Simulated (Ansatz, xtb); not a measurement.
# Two isomers of C4H9ClOSi

Structure X is `O[Si@@H]1CC[C@@H](Cl)C1`, a singlet and structure Y is `CC[C@@H]1CO[Si@H]1Cl`, a singlet. Both are isolated molecules in the gas phase, relaxed with PBE-D3(BJ)/def2-SVP; each stands in its lowest conformer found.

Quicker runs give these differences E(Y) − E(X): GFN2-xTB −11.1 kcal/mol; HF/STO-3G −11.1 kcal/mol (at GFN2-xTB geometries); r2SCAN-D4/def2-SVP −2.7 kcal/mol (at GFN2-xTB geometries).

Q: Estimate E(Y) − E(X) at the level CCSD(T)/def2-SVP + ΔMP2/def2-TZVPP.

A: Calculated at CCSD(T)/def2-SVP + ΔMP2/def2-TZVPP: E(Y) − E(X) = −2.6 kcal/mol, so structure Y lies lower.

The same difference at several levels:

| level | geometry | E(Y) − E(X) (kcal/mol) | departure from the last row (kcal/mol) | job, with rough time for the two |
| --- | --- | --- | --- | --- |
| GFN2-xTB | GFN2-xTB | −11.1 | −8.6 | optimisation, 0.18 s |
| HF/STO-3G | GFN2-xTB | −11.1 | −8.5 | single point, 0.38 s |
| r2SCAN-D4/def2-SVP | GFN2-xTB | −2.7 | −0.1 | single point, 4.7 s |
| PBE-D3(BJ)/def2-SVP | PBE-D3(BJ)/def2-SVP | −5.2 | −2.6 | optimisation, 28 s |
| HF/def2-SVP | PBE-D3(BJ)/def2-SVP | −7.1 | −4.5 | part of the CCSD(T) run |
| MP2/def2-SVP | PBE-D3(BJ)/def2-SVP | −3.1 | −0.5 | part of the CCSD(T) run |
| CCSD(T)/def2-SVP | PBE-D3(BJ)/def2-SVP | −4.3 | −1.7 | single point |
| CCSD(T)/def2-SVP + ΔMP2/def2-TZVPP | PBE-D3(BJ)/def2-SVP | −2.6 |  | single point, 90 s |

As drawn, Y has 1 C–O, 1 Cl–Si, 1 C–H in place of 1 C–Si, 1 C–Cl, 1 O–H. Structure X has a 5-membered ring, Y a 4-membered ring.

None of the levels shown reverses the order. The largest departure from CCSD(T)/def2-SVP + ΔMP2/def2-TZVPP is that of GFN2-xTB, 8.6 kcal/mol. The last row adds to CCSD(T) the change of the MP2 difference between the two basis sets, here +1.7 kcal/mol.

With thermal terms from frequencies at re-optimised GFN2-xTB minima (ideal gas, soft modes damped towards free rotors, one conformer each, 298.15 K, 1 atm): on the last row, ΔE + ΔZPE = −1.6, ΔH = −1.5, ΔG = −2.2 kcal/mol.

The correlated steps freeze 15 core orbitals. Programs: Ansatz 0.2.0, xtb 6.7.1; the last row on 4 threads of Arm Neoverse V2 on a shared host.

Y is favoured only slightly, which suggests two large contributions that nearly cancel. Moving chlorine from carbon to silicon gains a strong, polar Si–Cl bond, and this probably outweighs the less favourable exchange of O–H and C–Si for C–H and C–O. Much of that gain is then spent on closing a strained four-membered oxasiletane ring, whereas the silacyclopentane ring of X is nearly strain-free.

Correlation favours X: the preference for Y falls from −7.1 kcal/mol in HF to −4.3 in CCSD(T) with the same basis. The larger basis shifts it the same way, by an amount comparable to what remains, so the sign is better supported than the size. The closeness of r2SCAN-D4 to the final value probably owes something to error cancellation, since it uses the small basis. Zero-point energy narrows the gap, while entropy partly restores it, plausibly through the flexible ethyl group of Y. The ordering says nothing about kinetic persistence, and strained oxasiletanes are typically prone to ring opening.
